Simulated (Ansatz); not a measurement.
**Abstraction of Cl: SnH2Cl2 + NbCl4 → SnH2Cl + NbCl5**

Gas-phase species: SnH2Cl2 `[Cl][SnH2][Cl]`, singlet; NbCl4 `[Cl][Nb]([Cl])([Cl])[Cl]`, doublet; SnH2Cl `[Cl][SnH2]`, doublet; NbCl5 `[Cl][Nb]([Cl])([Cl])([Cl])[Cl]`, singlet. A radical takes Cl: the energy is the difference in strength between the Sn–Cl bond broken and the Nb–Cl bond made.

Shapes, held fixed at every level: PBE0-D4/def2-TZVP. Programs: Ansatz 0.2.0. The zero-point and thermal change to 298 K, harmonic and unscaled (PBE0-D4/def2-TZVP), is -2.8 kJ/mol.

```
               level                   kind  ΔH(298 K) (kJ/mol)  less CCSD(T)/def2-TZVPP
      MP2/def2-TZVPP    perturbation theory               +62.6                    -37.4
         HF/def2-SVP           Hartree–Fock              +207.0                   +107.0
   PBE-D4/def2-TZVPP                    GGA               +54.2                    -45.8
r2SCAN-D4/def2-TZVPP               meta-GGA               +63.8                    -36.2
 BHLYP-D4/def2-TZVPP          global hybrid              +137.3                    +37.3
  PBE0-D4/def2-TZVPP          global hybrid               +94.4                     -5.6
  CCSD(T)/def2-TZVPP  coupled cluster or CI              +100.0                      0.0
```

The highest level, CCSD(T)/def2-TZVPP, gives ΔH(298 K) = +100.0 kJ/mol; the levels span +54.2 to +207.0. The column of differences is taken from that level and isn't an error. No measured value is set beside it here. Open shells run unrestricted. For atoms past krypton def2 sets carry core potentials with scalar relativity. Outer-core shells of Nb, Sn are correlated, in sets that cover them unevenly.

Every level makes the transfer endothermic, so the Sn–Cl bond broken is stronger than the fifth Nb–Cl bond formed. At the coupled-cluster level the difference is +100.0 kJ/mol. Losing chlorine from NbCl5 leaves Nb(IV), an accessible oxidation state whose single electron sits in a largely nonbonding 4d orbital. Losing it from SnH2Cl2 leaves a tin-centred radical in the much less favourable formal state Sn(III). Crowding among the five chlorides probably weakens the Nb–Cl bond further.

The sign is secure, but the size depends strongly on the treatment of exchange and correlation. Among the density functionals, the two without exact exchange give the smallest values and BHLYP the largest, while MP2 falls close to r2SCAN; this spread probably reflects how differently the methods describe correlation in the covalent Cl 3p–Nb 4d bonding. PBE0's closeness to coupled cluster may therefore owe something to cancellation. Thermodynamically, the reverse reaction, in which the stannyl radical takes chlorine from NbCl5, is favoured in enthalpy, but its rate would depend on a barrier not examined here.
